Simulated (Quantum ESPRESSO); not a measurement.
# Relaxed cell volume of cubic SrTiO3 with LDA, GGA and van der Waals functionals

I calculate the relaxed volume of cubic SrTiO3 with several density functionals and take its error against a measured cell with an edge of 3.9053 Å. The question is which functionals overbind the crystal, giving too small a cell, and which underbind it, giving too large a one. I use the words for cell size only, since no binding energy is tabled. The crystal is a common substrate for oxide films, so an error in its edge becomes an error in the calculated mismatch strain. Its polar soft mode also depends strongly on volume. Cubic symmetry fixes every atomic site, which leaves the edge as the only quantity that can relax.

## Set-up

One crystal, SrTiO3 (perovskite), started from a database entry of a measured structure (a = 3.8990 Å), while errors are taken against the cited determination (a = 3.9053 Å); cell and atoms relaxed at zero pressure inside the space group, plane waves, scalar-relativistic, no spin-orbit coupling, no spin. Each row names its program; Quantum ESPRESSO is version 7.5 with the named potentials.

Notes on method and selection:

- The relaxed cell is that of the static lattice at zero pressure; zero-point and thermal expansion are in the measured edges, from a tenth of a percent to about one percent (most for halides, soft solids and crystals of the lightest elements such as H, Li, Be and B; not calculated here), so a level that hits the measured value may do so by cancelling errors.
- The relaxation keeps the space group of the starting structure, unless a run's flaw says otherwise, so it can't find a distortion to lower symmetry.
- Older structure determinations can be of non-stoichiometric or impure samples, and a database entry may not state temperature or pressure; a miss of several percent to the same side at every level points at the entry or the magnetic state more than at the functional.
- Runs that did not converge, have known faults or may not be shown are not listed, and runs on Ansatz's PAW sets soft_1 and soft_2 are kept to separate tables.

Columns:

- settings: wave-function cutoff and k mesh.
- volume error (%): relaxed volume over the measured volume, minus one.
- volume (Å³): relaxed volume per atom.
- a (Å): lattice constant a of the conventional cell.
- error in a (%): a over the measured a, minus one.

Input lines of one member:

```
&control
  calculation = 'vc-relax'
  pseudo_dir = './'
  outdir = './tmp'
  disk_io = 'none'
  tstress = .true.
  tprnfor = .true.
  forc_conv_thr = 3.89e-04
  etot_conv_thr = 1.0e-4
  nstep = 60
/
&system
  ibrav = 0
  nat = 5
  ntyp = 3
```

Command (options for logging and memory left out): `OMP_NUM_THREADS=1 mpirun -n 4 pw.x -nk 4 -in pw.in > pw.x.log`

## Data

| member | settings | volume error (%) | volume (Å³) | a (Å) | error in a (%) |
| --- | --- | --- | --- | --- | --- |
| PBE-D3(BJ) (Quantum ESPRESSO, GBRV) | 544 eV, k 7×7×7 | 0.47 | 11.968 | 3.9114 | 0.156 |
| LDA (Quantum ESPRESSO, GBRV) | 544 eV, k 7×7×7 | −3.59 | 11.484 | 3.8579 | −1.213 |
| PBE (Quantum ESPRESSO, PseudoDojo) | 1143 eV, k 7×7×7 | 2.12 | 12.165 | 3.9327 | 0.702 |
| rVV10 (Quantum ESPRESSO, GBRV) | 544 eV, k 7×7×7 | ? | ? | ? | ? |
| rev-vdW-DF2 (Quantum ESPRESSO, GBRV) | 544 eV, k 7×7×7 | 0.83 | 12.011 | 3.9160 | 0.275 |
| vdW-DF-cx (Quantum ESPRESSO, GBRV) | 544 eV, k 7×7×7 | −0.27 | 11.880 | 3.9018 | −0.090 |
| PBEsol (Quantum ESPRESSO, GBRV) | 544 eV, k 7×7×7 | −0.95 | 11.799 | 3.8929 | −0.317 |
| PBE (Quantum ESPRESSO, GBRV) | 544 eV, k 7×7×7 | 2.52 | 12.212 | 3.9378 | 0.833 |

Cells marked ? are withheld until the estimate has been made.

## The trend and its physics

With the GBRV potentials the volume error runs from −3.59 % in LDA to 2.52 % in PBE, a span of 2.52 + 3.59 = 6.11 percentage points. LDA clearly overbinds and PBE clearly underbinds. PBEsol lies between them at −0.95 %.

The order follows from how exchange treats density gradients. A gradient correction lowers the energy of an uneven density, and the density becomes more uneven as the ions move apart, so the correction favours a larger cell. LDA has no such term, PBEsol has a weak one and PBE a stronger one.

Dispersion acts the other way. Adding D3(BJ) to PBE changes the error by 0.47 − 2.52 = −2.05 points, because the added pair attraction pulls the ions together. Two functionals with nonlocal correlation, vdW-DF-cx at −0.27 % and rev-vdW-DF2 at 0.83 %, also lie close to the measured volume. They differ from each other in exchange as well as in correlation, so I don't assign their difference to either part.

The PBE result with PseudoDojo potentials is 2.52 − 2.12 = 0.40 points below the one with GBRV. Potential and cutoff both change between these runs, and I take the difference as a rough measure of the numerical uncertainty.

The reference matters on a similar scale. The database edge of 3.8990 Å is shorter than the cited one, and the vdW-DF-cx edge of 3.9018 Å falls between the two, so the sign of its small error depends on which measurement I choose. The measured cell also contains zero-point and thermal expansion, which the static calculation lacks. Removing it from the reference would move every error upward, making PBE look worse and LDA somewhat better.

## A prediction

Plain estimates from the members shown:

- rVV10 (Quantum ESPRESSO, GBRV), mean of the 7 members shown: 0.16 %, standard deviation 1.9

The mean of the seven members, 0.16 %, mixes LDA with gradient-corrected and dispersion-corrected functionals, so I don't use it for rVV10. This functional combines PBE-type semilocal correlation with a nonlocal attraction and an exchange that rises more steeply than that of PBE at larger density gradients. The attraction should shrink the cell and the steeper exchange should enlarge it.

I therefore bracket rVV10 with two GBRV members. PBE-D3(BJ), at 0.47 %, stands for dispersion without the steeper exchange. PBE, at 2.52 %, stands for the case in which the two effects cancel. Nothing in the table fixes the degree of cancellation, so I take the midpoint, (0.47 + 2.52) / 2 = 1.50 %.

As a trial, the same midpoint misses rev-vdW-DF2 by 0.83 − 1.50 = −0.67 points and vdW-DF-cx by −0.27 − 1.50 = −1.77 points. Both lie below it, as their softer exchange would suggest. For the error I take half the width of the bracket, (2.52 − 0.47) / 2 = 1.03 points, a rough choice because neither end is a strict limit. I expect rVV10 to underbind moderately.

**Committed estimate, rVV10 (Quantum ESPRESSO, GBRV): volume error = 1.5 ± 1.0 %.**

## Result

| member | settings | volume error (%) | volume (Å³) | a (Å) | error in a (%) |
| --- | --- | --- | --- | --- | --- |
| rVV10 (Quantum ESPRESSO, GBRV) | 544 eV, k 7×7×7 | 3.12 | 12.284 | 3.9455 | 1.030 |

| member | estimate | volume error (%) | computed | estimate − computed | miss in error bars |
| --- | --- | --- | --- | --- | --- |
| rVV10 (Quantum ESPRESSO, GBRV) | committed | 1.50 | 3.12 | −1.62 | 1.6 |
| rVV10 (Quantum ESPRESSO, GBRV) | mean | 0.16 | 3.12 | −2.96 |  |

My estimate of 1.50 % was too low. The computed error is 3.12 %, which puts the miss of 1.62 points at 1.6 error bars. The mean of the seven other members, 0.16 %, missed by 2.96 points.

I had the sign right, since rVV10 does underbind, but "moderately" was wrong: it gives the largest cell in the table. The bracket failed at its upper end. I had let PBE stand for full cancellation between the nonlocal attraction and the steeper exchange, and had no ground for assuming that the exchange could not win. The trial should have warned me, because the midpoint missed vdW-DF-cx by more than the error bar I then adopted.

rVV10 lies 3.12 − 2.52 = 0.60 points above PBE with the same potential library. That is the sign expected if its more repulsive exchange outweighs the added attraction. The two parts were not varied separately, so this remains an interpretation of their sum.

## Outliers

LDA stands farthest from the rest. Its error of −3.59 % is 3.59 − 0.95 = 2.64 points below that of PBEsol, the next smallest cell. The likeliest reason is the missing gradient correction, which would favour a larger cell. Overbinding of this kind is the usual behaviour of LDA in solids.

rVV10 marks the other end, but it continues the group formed by the two PBE runs and doesn't stand apart from it. Its distance of 0.60 points from PBE with GBRV is modest. Both runs use the same potential library and cutoff, so the 0.40 points between the two PBE runs are no direct error bar on it, though a library's error need not cancel fully between two functionals.

The instructive contrast is with the other two nonlocal functionals, at −0.27 % and 0.83 %. Including nonlocal correlation evidently doesn't fix the cell size by itself. The exchange paired with it is a likely cause of the difference, although the nonlocal part also differs between these functionals.

## Against measurement

| member | quantity | measured | computed | computed − measured | conditions | source |
| --- | --- | --- | --- | --- | --- | --- |
| PBE-D3(BJ) (Quantum ESPRESSO, GBRV) | volume (Å³) | 11.9122 | 11.968 | +0.056 (+0.5 %) | temperature not stated; diffraction; structure determination listed in the Crystallography Open Database | [1] |
| PBE-D3(BJ) (Quantum ESPRESSO, GBRV) | a (Å) | 3.9053 | 3.9114 | +0.0061 (+0.2 %) | temperature not stated; diffraction; structure determination listed in the Crystallography Open Database | [1] |
| LDA (Quantum ESPRESSO, GBRV) | volume (Å³) | 11.9122 | 11.484 | −0.428 (−3.6 %) | temperature not stated; diffraction; structure determination listed in the Crystallography Open Database | [1] |
| LDA (Quantum ESPRESSO, GBRV) | a (Å) | 3.9053 | 3.8579 | −0.0474 (−1.2 %) | temperature not stated; diffraction; structure determination listed in the Crystallography Open Database | [1] |
| PBE (Quantum ESPRESSO, PseudoDojo) | volume (Å³) | 11.9122 | 12.165 | +0.253 (+2.1 %) | temperature not stated; diffraction; structure determination listed in the Crystallography Open Database | [1] |
| PBE (Quantum ESPRESSO, PseudoDojo) | a (Å) | 3.9053 | 3.9327 | +0.0274 (+0.7 %) | temperature not stated; diffraction; structure determination listed in the Crystallography Open Database | [1] |
| rVV10 (Quantum ESPRESSO, GBRV) | volume (Å³) | 11.9122 | 12.284 | +0.372 (+3.1 %) | temperature not stated; diffraction; structure determination listed in the Crystallography Open Database | [1] |
| rVV10 (Quantum ESPRESSO, GBRV) | a (Å) | 3.9053 | 3.9455 | +0.0402 (+1.0 %) | temperature not stated; diffraction; structure determination listed in the Crystallography Open Database | [1] |
| rev-vdW-DF2 (Quantum ESPRESSO, GBRV) | volume (Å³) | 11.9122 | 12.011 | +0.099 (+0.8 %) | temperature not stated; diffraction; structure determination listed in the Crystallography Open Database | [1] |
| rev-vdW-DF2 (Quantum ESPRESSO, GBRV) | a (Å) | 3.9053 | 3.9160 | +0.0107 (+0.3 %) | temperature not stated; diffraction; structure determination listed in the Crystallography Open Database | [1] |
| vdW-DF-cx (Quantum ESPRESSO, GBRV) | volume (Å³) | 11.9122 | 11.880 | −0.032 (−0.3 %) | temperature not stated; diffraction; structure determination listed in the Crystallography Open Database | [1] |
| vdW-DF-cx (Quantum ESPRESSO, GBRV) | a (Å) | 3.9053 | 3.9018 | −0.0035 (−0.1 %) | temperature not stated; diffraction; structure determination listed in the Crystallography Open Database | [1] |
| PBEsol (Quantum ESPRESSO, GBRV) | volume (Å³) | 11.9122 | 11.799 | −0.113 (−1.0 %) | temperature not stated; diffraction; structure determination listed in the Crystallography Open Database | [1] |
| PBEsol (Quantum ESPRESSO, GBRV) | a (Å) | 3.9053 | 3.8929 | −0.0124 (−0.3 %) | temperature not stated; diffraction; structure determination listed in the Crystallography Open Database | [1] |
| PBE (Quantum ESPRESSO, GBRV) | volume (Å³) | 11.9122 | 12.212 | +0.300 (+2.5 %) | temperature not stated; diffraction; structure determination listed in the Crystallography Open Database | [1] |
| PBE (Quantum ESPRESSO, GBRV) | a (Å) | 3.9053 | 3.9378 | +0.0325 (+0.8 %) | temperature not stated; diffraction; structure determination listed in the Crystallography Open Database | [1] |

Computed − measured (first source of each member):

- volume (Å³): mean error +0.063, mean absolute error 0.207 (1.7 %) over 8 members
- a (Å): mean error +0.0067, mean absolute error 0.0225 (0.6 %) over 8 members

Sources:

[1] (doi:10.1007/s002690000103, 2000)

All eight runs are compared with one measured edge, 3.9053 Å, so this tests the offset of each functional and not a measured trend. The mean absolute error is 0.0225 Å, or 0.6 %. vdW-DF-cx comes nearest, at −0.0035 Å, and LDA is farthest off, at −0.0474 Å.

No temperature is given with the measured edge. If the crystal was measured near room temperature, thermal and zero-point expansion may account for a few tenths of a percent of the edge, roughly 0.01 Å. The database edge is also shorter than the cited one, by 3.9053 − 3.8990 = 0.0063 Å. Both are as large as the errors of the closest functionals, so I can't say whether vdW-DF-cx or PBEsol is truly nearer, or whether either overbinds.

The larger errors are safer. LDA overbinds, while PBE and rVV10 underbind, with either measured edge. PBE-D3(BJ) and rev-vdW-DF2 give slightly large cells. The good result of PBE-D3(BJ) may owe something to cancellation, since a pair correction can overstate the dispersion of cations such as Sr²⁺, which are much less polarizable than the neutral atoms.

## What to take away

For cubic SrTiO3, LDA gives a clearly small cell and PBE and rVV10 clearly large ones. The other four functionals stay within 1 % of the measured volume. A functional's family name is not enough to place a new one: the three with nonlocal correlation alone span 3.12 + 0.27 = 3.39 points.

The practical consequence is for films. If a film's measured edge equals that of the real substrate, placing it on the PBE cell with GBRV potentials imposes a false tensile strain of 3.9378 / 3.9053 − 1 = 0.0083, or 0.83 %. The LDA cell would impose a compression of 1.21 %. Taking both edges from the same functional should remove part of this error, as far as the two materials err alike.

I know of no omitted effect here as large as the full spread of 3.12 + 3.59 = 6.71 points in volume. Thermal and zero-point expansion matter mainly for ranking the functionals closest to experiment.

[Logs are printed without paths, hosts, clocks, repeated set-up lines and the standing remarks that a program may print on its own settings, such as how far it seeks lower states.]

[On method and selection: Within the GBRV family the files differ by functional: PBEsol rows use files made with PBEsol, van der Waals rows files made with PBE.]
